**Eigenvalues and energy differences in an LDA parabolic dot**

The plain picture of electrons in a harmonic well has oscillator shells closing at 2, 8 and 20 electrons, and a highest Kohn-Sham eigenvalue that tells what the last electron cost. Spin-polarised LDA with spherically averaged shells confirms neither fully. The addition energy has no maximum at 20, and the eigenvalue lies above the chemical potential in every row. The second is a fault of the functional; the first is probably a fault of the picture, though no reference beyond LDA tests it here.

Spin-polarised Kohn-Sham LDA (PW92) from the radks radial solver with Libxc, for N electrons in a spherical dot with well ω²r²/2, ω = 0.104 hartree* (effective atomic units). Shells are m-averaged, levels are numbered by radial order, and the greedy filling can miss a lower state. The chemical potential is E(N) − E(N−1), the addition energy E(N+1) + E(N−1) − 2E(N).

| electrons | chemical potential (hartree*) | unpaired electrons | rms radius (bohr*) | highest eigenvalue (hartree*) | highest level | addition energy (hartree*) |
| --- | --- | --- | --- | --- | --- | --- |
| 1 | 0.1598 | 1 | 3.863 | 0.2473 | 1s up | n/a |
| 2 | 0.3611 | 0 | 4.505 | 0.4384 | 1s up | 0.2150 |
| 3 | 0.5761 | 1 | 5.215 | 0.6407 | 1p up | 0.1283 |
| 4 | 0.7044 | 2 | 5.693 | 0.7675 | 1p up | 0.1245 |
| 5 | 0.8289 | 3 | 6.080 | 0.8896 | 1p up | 0.1412 |
| 6 | 0.9701 | 2 | 6.436 | 1.025 | 1p down | 0.1094 |
| 7 | 1.080 | 1 | 6.747 | 1.134 | 1p down | 0.1071 |
| 8 | 1.187 | 0 | 7.027 | 1.239 | 1p up | 0.1486 |
| 9 | 1.335 | 1 | 7.323 | 1.384 | 1d up | 0.09679 |
| 10 | 1.432 | 2 | 7.589 | 1.480 | 1d up | 0.09497 |
| 11 | 1.527 | 3 | 7.832 | 1.574 | 1d up | 0.09312 |
| 12 | 1.620 | 4 | 8.057 | 1.666 | 1d up | 0.09132 |
| 13 | 1.712 | 5 | 8.268 | 1.757 | 1d up | 0.1060 |
| 14 | 1.818 | 4 | 8.472 | 1.861 | 1d down | 0.08592 |
| 15 | 1.903 | 3 | 8.665 | 1.946 | 1d down | 0.08477 |
| 16 | 1.988 | 2 | 8.847 | 2.030 | 1d down | 0.08358 |
| 17 | 2.072 | 1 | 9.022 | 2.113 | 1d down | 0.08239 |
| 18 | 2.154 | 0 | 9.189 | 2.195 | 1d up | 0.09383 |
| 19 | 2.248 | 1 | 9.354 | 2.289 | 2s up | 0.09207 |
| 20 | 2.340 | 0 | 9.514 | 2.380 | 2s up | 0.08709 |
| 21 | 2.427 | 1 | 9.673 | 2.465 | 1f up | 0.07619 |
| 22 | 2.503 | 2 | 9.826 | 2.541 | 1f up | 0.07535 |
| 23 | 2.579 | 3 | 9.974 | 2.616 | 1f up | 0.07453 |
| 24 | 2.653 | 4 | 10.12 | 2.690 | 1f up | 0.07374 |
| 25 | 2.727 | 5 | 10.25 | 2.764 | 1f up | n/a |

Here N is the electron number, E(N) the total energy, ω the well frequency, μ(N) = E(N) − E(N−1) the chemical potential, ε(N) the highest eigenvalue and Δ(N) = μ(N+1) − μ(N) the addition energy. Energies are in hartree*, lengths in bohr*, the effective atomic units of the dot. The label "up" at N = 2, 8, 18 and 20 marks a tie: these shells are closed and both spins are degenerate. Nothing was fitted; the differences and exact references quoted are in the printed output after this note.

**Where the exact answer is known**

One electron has E = 3ω/2 = 0.1560. LDA gives 0.1598, 2.4% too high, with a radius 1.7% too large. There is no second electron, so this error is pure self-interaction: the Hartree energy of the electron with itself is not fully cancelled by local exchange and correlation. The eigenvalue is far worse, 0.2473, or 59% above the exact value.

Two electrons separate into centre-of-mass and relative motion and can be solved numerically to the digits needed. LDA misses E(2) by +0.0042 (0.8%), yet μ(2) is off by only +0.0004. That accuracy comes from cancellation between the errors +0.0038 and +0.0042 of the two total energies. It holds for this row and is no error bar for larger N. The eigenvalue at N = 2 is still 22% above the exact μ.

**Why the eigenvalue suffers more than the energy**

By Janak's theorem the eigenvalue is the slope ε = ∂E/∂n with respect to the occupation n of the level. Take one orbital of fixed shape. Its Hartree energy is Jn², and its local exchange energy scales as n^(4/3). The two can nearly cancel at n = 1 while their slopes do not. If exchange-correlation equals −J at n = 1, the slopes are 2J and −4J/3, and 2J/3 is left in the eigenvalue.

For the oscillator ground state J = ½√(2ω/π) = ½√0.0662 = 0.1287, so 2J/3 = 0.0858. The predicted eigenvalue is 0.1560 + 0.0858 = 0.2418, against 0.2473 in the table. The actual excess, 0.0913, is 6% larger than the estimate. The assumed cancellation is good, since the energy error is only 3% of J, and carrying that remainder along adds (4/3) × 0.0038 = 0.005, which closes most of the difference. The estimate ignores orbital relaxation and the different scaling of correlation, and it applies to N = 1 only.

**How the fault shows for larger N**

With the exact functional, E is linear between integer N, so ε(N) = μ(N). LDA makes E a smooth upward curve, and ε climbs while a level fills. Since μ(N) is the integral of ε over the last electron, a linear climb by U gives μ(N) = ½[ε(N−1) + ε(N)] within one spin shell, ε − μ = U/2 and Δ ≈ U.

The table follows this. At N = 10, ½(1.384 + 1.480) = 1.432, the tabulated μ. In all 16 rows where the same spin shell was already filling, the midpoint misses by at most 0.0005, about the rounding of the larger entries. At N = 4 and 5, where the entries are finer, the misses of 0.0003 and 0.0004 exceed the rounding and show a slight bend. Where the shell goes on filling, 2(ε − μ)/Δ lies between 0.99 and 1.01. Janak's theorem is built into the calculation, so the agreement shows only that the climb is nearly linear. It does provide the diagnostic: an eigenvalue half an addition energy above μ.

The offset ε − μ falls or stays level from 0.0875 at N = 1 to 0.037 at N = 25, while its product with the rms radius stays between 0.34 and 0.38. It scales like a charging energy, inversely with size. At N = 12 the Hartree energy of the same run is 11.8 times the kinetic energy, which supports that reading for this row. Relative to μ the offset shrinks to 1.4% at N = 25, which looks harmless but isn't, because it remains half of Δ while a spin shell fills. That it is self-interaction for N > 2, the last electron being repelled by its own smeared charge, is argued from theory rather than shown by a reference.

The same argument explains why Kohn-Sham gaps understate Δ. Within a partly filled, m-averaged spin shell the gap is zero, and the whole addition energy comes from the curvature; in exact theory it would come from a jump in slope at the integer. Where a new spin shell opens, linearity puts the empty level at 2μ(N+1) − ε(N+1). At N = 8 the inferred gap is 0.047, about a third of Δ = 0.1486. The rest is the two offsets, by construction.

**The shell structure, and how close the levels come**

The peaks at N = 5 and 13 are half-filled shells, where the next electron must take the opposite spin and loses exchange energy. Those at 2, 8 and 18 are closures. From N = 18 to 21 the addition energy falls steadily, and N = 20 stands only 0.003 above the mean of its neighbours. The likely cause is screening. The electron cloud cancels most of the parabola inside the dot, leaving a flat-bottomed potential with the level order of a spherical box: 1s, 1p, 1d, 2s, 1f. At N = 12 the up-spin spacings along this sequence are 0.019 to 0.038, against a bare spacing of 0.104, and 2s lies 0.027 above 1d, with which it is degenerate in the bare well. The box gives the order but not the missing peak: a rigid box has a wider gap above 2s than below it, whereas here 1f lies only 0.019 above 2s. The potential is self-consistent, and 2s is compact, with a mean radius of 6.6 against 9.0 for 1f at N = 12. Charge added to 2s therefore raises 2s more than 1f, which narrows the gap just where the shell closes at 20.

Such compression raises the question whether the greedy filling missed a lower state. At N = 20 the empty 1f level is inferred at 2 × 2.427 − 2.465 = 2.389, only 0.009 above ε = 2.380. The inferred gaps at N = 18 to 20 are 0.009 to 0.012, uncertain by about 0.002, which is less than the 1d spin splitting of 0.015 at N = 12. That splitting, however, is built by four unpaired electrons, about 0.004 each. Flipping one electron of a closed shell into the next up-spin level creates two, and the splitting grows from zero along the way, so the exchange gained is about 0.004, less than the gap to be paid. At N = 12, 2s up lies 0.012 above 1d down with the splitting already included, and a fifth unpaired electron removes only about 0.004 of that, so the fourteenth electron should still prefer 1d down. The estimate favours the tabulated fillings at N = 14 and 18 to 20, by margins of only about 0.01. It does not clear N = 21 to 25: there the unpaired 1f electrons increase the exchange gained by moving the 2s down electron into 1f up, which could outweigh the small gap, and no such alternative was run. The tabulated states in those rows may therefore not be the lowest. A lower E(N) would raise Δ(N) by twice the shift and lower both neighbours.

The smooth runs at N = 9–12, 14–17 and 21–24 reflect the m-averaging, which spreads each electron over the whole shell and removes multiplets and deformation. They say nothing about how smooth a real dot would be.

**Neighbouring cases**

In a stiffer well the level spacing grows as ω and the Coulomb terms as √ω. The offset at N = 1 then grows in absolute size but shrinks relative to 3ω/2, screening weakens, and the closure at 20 should return and overtake the one at 18. A softer well goes the other way, towards electron localisation that a spherical density cannot show. Hartree-Fock with whole orbitals is exact at N = 1; for more electrons its eigenvalue errs on the other side, below its own μ, because relaxation of the N − 1 system is left out.

**What to do**

Take μ and Δ from total-energy differences, or, where the climb of ε is linear as it is inside the p, d and f shells here, from a half-occupied level, never from ε or a Kohn-Sham gap at integer filling. Check 2(ε − μ)/Δ: a value near 1 says that Δ is all curvature, and the lower values, 0.70 to 0.92, mark rows where a new spin shell opens. Where levels lie within about 0.01 of each other, as at N = 14 and probably from 18 onwards, confirm a greedy filling with fixed alternative occupations, and judge a spin flip by the exchange gained per unpaired electron, not by the full splitting. Treat the accuracy of μ as established for N ≤ 2 only.

The analysis program printed:

```
energies hartree*, lengths bohr*; rounding of mu, eps: 0.00005 below 1, 0.0005 above 1
two-electron solver check at omega 0.1: E = 0.50000 (closed form 0.5)
N=1 E exact 0.1560, LDA 0.1598, error +0.0038 (+2.4%)
N=2 E exact 0.5167, LDA 0.5209, error +0.0042 (+0.8%)
N=2 mu exact 0.3607, LDA 0.3611, error +0.0004 (+0.12%)
rms exact N=1 3.798, N=2 4.468; LDA error +1.7%, +0.8%
eigenvalue minus exact mu: N=1 +0.0913 (+59%), N=2 +0.0777 (+22%)
N=1 estimate: J 0.1287, 2J/3 0.0858, eigenvalue error/(2J/3) 1.06, E error/J 0.030
 N filled  eps-mu  x rms  2(eps-mu)/add  midpoint-mu  inferred gap to next spin shell
 1 1s up  0.0875  0.338         -             -      0.036
 2 1s dn  0.0773  0.348      0.72             -      0.073
 3 1p up  0.0646  0.337      1.01             -          -
 4 1p up  0.0631  0.359      1.01       -0.0003          -
 5 1p up  0.0607  0.369      0.86       -0.0004      0.026
 6 1p dn  0.0549  0.353      1.00             -          -
 7 1p dn  0.0540  0.364      1.01       -0.0005          -
 8 1p dn  0.0520  0.365      0.70       -0.0005      0.047
 9 1d up  0.0490  0.359      1.01             -          -
10 1d up  0.0480  0.364      1.01       +0.0000          -
11 1d up  0.0470  0.368      1.01       +0.0000          -
12 1d up  0.0460  0.371      1.01       +0.0000          -
13 1d up  0.0450  0.372      0.85       -0.0005      0.018
14 1d dn  0.0430  0.364      1.00             -          -
15 1d dn  0.0430  0.373      1.01       +0.0005          -
16 1d dn  0.0420  0.372      1.01       +0.0000          -
17 1d dn  0.0410  0.370      1.00       -0.0005          -
18 1d dn  0.0410  0.377      0.87       +0.0000      0.012
19 2s up  0.0410  0.384      0.89             -      0.011
20 2s dn  0.0400  0.381      0.92             -      0.009
21 1f up  0.0380  0.368      1.00             -          -
22 1f up  0.0380  0.373      1.01       +0.0000          -
23 1f up  0.0370  0.369      0.99       -0.0005          -
24 1f up  0.0370  0.374      1.00       +0.0000          -
25 1f up  0.0370  0.379         -       +0.0000          -
midpoint rule: 16 rows, largest miss -0.0005 at N=7; inferred gaps uncertain by about 0.002
2(eps-mu)/add where the same spin shell keeps filling: 0.99 to 1.01 (16 rows)
(eps-mu)/mu: N=1 55%, N=8 4.4%, N=25 1.4%
add minus mean of neighbours: N=5 +0.0242, N=8 +0.0467, N=13 +0.0174, N=18 +0.0066, N=19 +0.0016, N=20 +0.0030
largest |add - (mu(N+1)-mu(N))| 0.0009
N=12 well energy 4.213, sum of parts 11.782, sum of mu 11.781, Hartree/kinetic 11.8
N=12 up spacings: 1p-1s 0.028, 1d-1p 0.038, 2s-1d 0.027, 1f-2s 0.019; omega 0.104
N=12 1d spin splitting 0.015; 2s up minus 1d down 0.012
```
